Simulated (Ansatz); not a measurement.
# Decay of the tunnelling density with sample bias on missing-row Al(110)-(3x1) (PBEsol) and Au(100)-(2x1) (PBE)

The decay constant κ of the density of states between the Fermi level and the sample bias is calculated for two hand-built, relaxed missing-row slabs, aluminium with PBEsol and gold with PBE. The question is how κ changes when the bias moves the window from filled to empty states. In scanning tunnelling microscopy κ sets how steeply the current falls as the tip withdraws, and so enters both height calibration and the barrier heights read from current-distance curves. Each κ is compared with κ₀ of the window top, the decay of a free electron at the highest energy in the window with no momentum along the surface. A larger κ means a faster decay into the vacuum.

## Set-up

Ansatz 0.2.0, plane-wave Kohn-Sham DFT with its default PAW datasets at cutoffs of 420 eV, level as listed. Slabs and stacks are built by hand and relaxed; a single point with 17 Å of vacuum, a dipole correction, Fermi-Dirac smearing of 0.05 eV and meshes of 10 to 16 points along the first in-plane vector gives the density of the states between the Fermi level and the sample bias. Its planar mean n(z) is fitted as exp(−2κz) between 3 and 5 Å above the top atom. Spin-paired, no spin-orbit coupling.

Notes on method and selection:

- A free electron at the Fermi level with no momentum along the surface decays with κ₀ = 0.5123·√Φ Å⁻¹, Φ in eV; momentum along the surface raises κ, and the slow approach of the potential to the vacuum level lowers it.
- The tip is left out (Tersoff-Hamann).
- Slabs this thin have discrete subbands, so κ depends on which of them fall in the window.
- Windows narrower than 0.1 V hold too few states on these meshes and are not listed; a blank means that the corrugation was requested at that height but no value was obtained.
- Runs in which the search for lower states was switched off are not listed.
- Work functions and vacuum levels are read from the electrostatic potential (Hartree and local ionic parts), which a warning of a rough exchange-correlation potential in thin density does not concern.
- Sites and patterns name the starting structure; atoms can leave their sites in the relaxation.
- The default PAW datasets of this version of Ansatz are the set soft_2.
- Runs that did not converge, have known faults or may not be shown are not listed, and runs on Ansatz's PAW sets soft_1 and soft_2 are kept to separate tables.

Columns:

- bias (V): sample bias; negative images filled states.
- κ₀ of window top (Å⁻¹): 0.5123·√(Φ − E) for the highest energy E in the window, from the Fermi level.
- κ (Å⁻¹): decay constant κ of the window's density.
- corrugation (Å): corrugation at constant current, set to the mean density at the first listed height.

## Data

| member | surface | bias (V) | κ₀ of window top (Å⁻¹) | κ (Å⁻¹) | corrugation (Å) |
| --- | --- | --- | --- | --- | --- |
| −1 V | Al(110)-(3x1) missing row (PBEsol, Φ 4.26 eV, 2.5 Å) | −1.0 | 1.057 | 1.124 | – |
| −0.5 V | Al(110)-(3x1) missing row (PBEsol, Φ 4.26 eV, 2.5 Å) | −0.5 | 1.057 | 1.096 | – |
| −0.1 V | Al(110)-(3x1) missing row (PBEsol, Φ 4.26 eV, 2.5 Å) | −0.1 | 1.057 | 1.122 | – |
| +0.1 V | Al(110)-(3x1) missing row (PBEsol, Φ 4.26 eV, 2.5 Å) | 0.1 | 1.045 | ? | – |
| +0.5 V | Al(110)-(3x1) missing row (PBEsol, Φ 4.26 eV, 2.5 Å) | 0.5 | 0.993 | 1.076 | – |
| +1 V | Al(110)-(3x1) missing row (PBEsol, Φ 4.26 eV, 2.5 Å) | 1.0 | 0.925 | 1.031 | – |
| −1.2 V | Au(100)-(2x1) missing row (PBE, Φ 4.88 eV, 3 Å) | −1.2 | 1.132 | 1.285 | 1.32 |
| −0.4 V | Au(100)-(2x1) missing row (PBE, Φ 4.88 eV, 3 Å) | −0.4 | 1.132 | 1.280 | 1.37 |
| +0.4 V | Au(100)-(2x1) missing row (PBE, Φ 4.88 eV, 3 Å) | 0.4 | 1.085 | 1.136 | 1.12 |
| +1.2 V | Au(100)-(2x1) missing row (PBE, Φ 4.88 eV, 3 Å) | 1.2 | 0.983 | 1.093 | 1.30 |

Cells marked ? are withheld until the estimate has been made.

## Reading the trend

On both surfaces the density of empty states decays more slowly than that of filled states. For aluminium κ falls from 1.122 Å⁻¹ at −0.1 V to 1.031 Å⁻¹ at +1 V, a mean slope of (1.031 − 1.122) / 1.1 = −0.083 Å⁻¹ per volt. The main reason is the barrier: a state at energy E above the Fermi level has only Φ − E left to the vacuum level. κ falls less than κ₀ of the window top, by 0.091 against 0.132 Å⁻¹, because the window still contains the faster-decaying states near the Fermi level.

On the filled side the window top stays at the Fermi level, and a deeper window only adds states behind a higher barrier. These contribute little far from the surface, so κ should rise weakly. The aluminium values of 1.124, 1.096 and 1.122 Å⁻¹ at −1, −0.5 and −0.1 V show no steady rise. Discrete subbands entering the window are a likely source of such unevenness.

Gold changes more abruptly, from 1.280 Å⁻¹ at −0.4 V to 1.136 Å⁻¹ at +0.4 V. The drop is 0.144 Å⁻¹, whereas κ₀ of the window top falls by only 1.132 − 1.085 = 0.047 Å⁻¹. Barrier height alone also fails for the filled states: at the bottom of the −0.4 V window a free electron without momentum along the surface has κ₀ = 0.5123 × √(4.88 + 0.4) = 1.177 Å⁻¹, still below the calculated 1.280 Å⁻¹. Momentum along the surface, which raises κ through κ² = κ₀² + k∥², can supply the difference. The filled states near the Fermi level would then carry more of it than the empty ones; which bands are responsible is not shown in the table.

Gold also has the higher κ₀ at the Fermi level, 1.132 against 1.057 Å⁻¹, through its larger work function. The functionals differ too, but a shift of Φ by roughly 0.1 eV would move κ₀ by only about 0.01 Å⁻¹.

## Predicting the missing value

Plain estimates from the members shown:

- +0.1 V (Al(110)-(3x1) missing row (PBEsol, Φ 4.26 eV, 2.5 Å)), straight-line interpolation between −0.1 V and +0.5 V: w = (0.1 − (−0.1)) / (0.5 − (−0.1)) = 0.333, so 1.122 + 0.333 × (1.076 − 1.122) = 1.107 Å⁻¹

The straight line in κ between −0.1 and +0.5 V gives 1.107 Å⁻¹, but it ignores the kink in the barrier at zero bias: κ₀ of the window top is constant for filled states and falls only for empty ones. It is therefore better to interpolate the excess κ − κ₀ and add back the known κ₀.

The excess is 1.122 − 1.057 = 0.065 Å⁻¹ at −0.1 V and 1.076 − 0.993 = 0.083 Å⁻¹ at +0.5 V. At +0.1 V this gives 0.065 + 0.333 × (0.083 − 0.065) = 0.071, and κ = 1.045 + 0.071 = 1.116 Å⁻¹.

The same route can be tried on the three inner aluminium members, each from its shown neighbours. The other excesses needed are 1.124 − 1.057 = 0.067 at −1 V, 1.096 − 1.057 = 0.039 at −0.5 V and 1.031 − 0.925 = 0.106 Å⁻¹ at +1 V. At −0.5 V the route gives 1.057 + 0.067 + (0.5 / 0.9) × (0.065 − 0.067) = 1.123 against 1.096 Å⁻¹, at −0.1 V 1.057 + 0.039 + 0.4 × (0.083 − 0.039) = 1.114 against 1.122, and at +0.5 V 0.993 + 0.065 + (0.6 / 1.1) × (0.106 − 0.065) = 1.080 against 1.076. The misses of 0.027, 0.008 and 0.004 have a root mean square of 0.016 Å⁻¹. Straight lines in κ itself, between the same neighbours, miss by roughly 0.027, 0.034 and 0.004, or about 0.025 Å⁻¹ in the root mean square. Three trials make this a slight preference for the excess.

The window is only 0.1 V wide, so a single subband can shift the result. The error is accordingly rounded up to 0.02 Å⁻¹.

**Committed estimate, +0.1 V (Al(110)-(3x1) missing row (PBEsol, Φ 4.26 eV, 2.5 Å)): κ = 1.12 ± 0.02 Å⁻¹.**

## Check

| member | surface | bias (V) | κ₀ of window top (Å⁻¹) | κ (Å⁻¹) |
| --- | --- | --- | --- | --- |
| +0.1 V | Al(110)-(3x1) missing row (PBEsol, Φ 4.26 eV, 2.5 Å) | 0.1 | 1.045 | 1.039 |

| member | estimate | κ (Å⁻¹) | computed | estimate − computed | miss in error bars |
| --- | --- | --- | --- | --- | --- |
| +0.1 V (Al(110)-(3x1) missing row (PBEsol, Φ 4.26 eV, 2.5 Å)) | committed | 1.120 | 1.039 | +0.081 | 4.1 |
| +0.1 V (Al(110)-(3x1) missing row (PBEsol, Φ 4.26 eV, 2.5 Å)) | interpolation | 1.107 | 1.039 | +0.068 |  |

The estimate of 1.12 ± 0.02 Å⁻¹ lies 0.081 Å⁻¹ above the computed 1.039 Å⁻¹, a miss of 4.1 error bars. The straight line in κ also came out too high, but by less, 0.068 Å⁻¹.

The failed step was to interpolate the excess κ − κ₀ through zero bias. The windows at −0.1 and +0.1 V lie on opposite sides of the Fermi level and, apart from smearing, hold different states, so nothing requires their excess to be alike. It drops from 0.065 to 1.039 − 1.045 = −0.006 Å⁻¹. The three trials behind the error bar did not reveal this.

The result also corrects the earlier reading that the barrier is the main reason for the fall of κ on aluminium. Between −0.1 and +0.1 V κ falls by 0.083 Å⁻¹, while κ₀ of the window top falls by only 0.012. From +0.1 to +1 V κ₀ falls by 0.120 Å⁻¹ and κ by only 0.008. Which states lie in the window therefore matters more here than the height of the barrier. At comparable bias the contrast is still larger on gold, 1.280 − 1.136 = 0.144 Å⁻¹ between −0.4 and +0.4 V against 1.096 − 1.076 = 0.020 Å⁻¹ between −0.5 and +0.5 V on aluminium. How abrupt the change is at zero bias itself can't be compared from these rows, because the narrowest windows listed differ in width between the two surfaces. That empty states decay more slowly than filled ones still holds in the listed rows of both slabs.

The set-up leaves out a limit on all these values. The runs for both slabs warn of a rough exchange-correlation potential in thin density, and the note there clears only the work functions and vacuum levels. κ is not cleared: it is fitted between 3 and 5 Å above the top atom, where the density is thin and this potential acts on the decaying states. How far it changes κ is not tested here. An error common to all windows of a slab would cancel in the contrast between filled and empty states, but states that differ in their momentum along the surface need not be affected alike.

## Exceptions

Measured by κ − κ₀ of the window top, aluminium at +0.1 V stands out on the low side, as the only member with a negative excess. Without momentum along the surface, a free electron in this window would have κ of at least 1.045 Å⁻¹. The slow approach of the potential to the vacuum level lowers κ and can account for the small deficit, provided that the states which dominate the density carry little momentum along the surface. The rough exchange-correlation potential could also produce a deficit of this size, and the table cannot separate the two. The window is also among the narrowest listed, so the few subbands and mesh points that fall in it may weigh heavily. At +0.5 V κ is higher by 0.037 Å⁻¹ despite the lower barrier, which fits the entry of states with more momentum along the surface.

Filled states of gold lie on the high side, with excesses of 0.153 Å⁻¹ at −1.2 V and 0.148 Å⁻¹ at −0.4 V. Momentum along the surface has the right sign. At −0.4 V the free-electron relation, taken at the Fermi level, would need a k∥ of √(1.280² − 1.132²) = 0.60 Å⁻¹ if the whole excess came from momentum along the surface. The two values are not independent evidence, because the wider window contains the narrower one.

## Rules of thumb and their limits

Over the listed biases, up to 1 V on aluminium and 1.2 V on gold, the sign of the bias is a useful guide to the calculated κ of these two slabs. Estimating each member by the mean of the others of the same sign on its surface misses by about 0.025 Å⁻¹ (root mean square) for aluminium and about 0.03 for gold. The mean of all others on the surface misses by about 0.04 and 0.11 Å⁻¹.

In practice, withdrawing the tip by 1 Å divides the current by exp(2κ). For this aluminium slab the calculated factor is exp(2 × 1.122) = 9.4 at −0.1 V and exp(2 × 1.039) = 8.0 at +0.1 V. Neither should be used to calibrate a measurement on real aluminium, for the reasons that follow.

PBE and PBEsol lack the long-range image potential. It would lower the barrier at the fitted heights, and κ with it. If the lowering were 1 eV, for example, κ₀ of aluminium at the Fermi level would fall by 0.5123 × (√4.26 − √(4.26 − 1)) = 0.132 Å⁻¹, more than the whole spread of κ on aluminium. It would act in the same direction at every bias, so it should affect the absolute decay more than the contrast between filled and empty states. The roughness of the exchange-correlation potential in thin density adds an error of unknown size and sign.

The structures are models. Clean Al(110) normally stays unreconstructed, and clean Au(100) forms a nearly hexagonal top layer, so neither missing-row pattern is the surface that a microscope would usually find. The slabs are also only partly relaxed: the lower layers were held in place, with sizeable forces left on them, and the in-plane lattice was fixed, for gold at a shorter spacing than PBE favours. In slabs this thin many subbands reach through all the layers, so these constraints can change which states fall in a window, and κ with them. That effect is not tested either. The rule about the sign of the bias therefore describes these two slabs, and its use for real aluminium or gold surfaces remains open.
